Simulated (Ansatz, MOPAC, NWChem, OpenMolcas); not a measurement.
**[CF3]+ (SMILES F[C+](F)F): methods side by side**

[CF3]+, singlet, SMILES `F[C+](F)F`. Each level relaxes the structure for itself.

Each level gives the highest harmonic wavenumber at each level's own minimum (cm⁻¹). The values are calculated.

```
                          level            kind     program  value (cm⁻¹)
                            AM1  semi-empirical       MOPAC          1650
                            PM3  semi-empirical       MOPAC          1797
                         PM6-D3  semi-empirical       MOPAC          1537
                       PM6-D3H4  semi-empirical       MOPAC          1538
                       HF/3-21G    Hartree–Fock  OpenMolcas          1777
HF/6-31G* (Cartesian functions)    Hartree–Fock  OpenMolcas          1852
                     HF/cc-pVTZ    Hartree–Fock  OpenMolcas          1847
            PBE-D3(BJ)/def2-SVP             GGA      NWChem          1648
          PBE0-D3(BJ)/def2-TZVP   global hybrid      NWChem          1708
              PBE0-D4/def2-TZVP   global hybrid      Ansatz          1707
```

Harmonic and unscaled. The values span 1537 to 1852 cm⁻¹.

The highest mode of this planar cation, isoelectronic with BF3, is expected to be the degenerate antisymmetric C–F stretch. Its wavenumber is high for a C–F bond because fluorine lone pairs donate into the empty carbon p orbital, adding partial π character to bonds already strengthened by the positive charge.

All three Hartree–Fock values lie above the density-functional ones. Without correlation, which mixes in C–F antibonding character, the bonds come out too stiff. PBE0 falls between PBE and Hartree–Fock, as expected from its share of exact exchange, though the change of basis probably contributes to its gap from PBE. The near-identical values of 1708 and 1707 cm⁻¹ suggest that the choice of dispersion correction hardly matters for so stiff a mode.

The semi-empirical methods show no common bias: PM3 lies above PBE0 and the PM6 variants well below it, so AM1's closeness to PBE is probably fortuitous. This stretch alone doesn't show how well any level describes the softer out-of-plane bend.
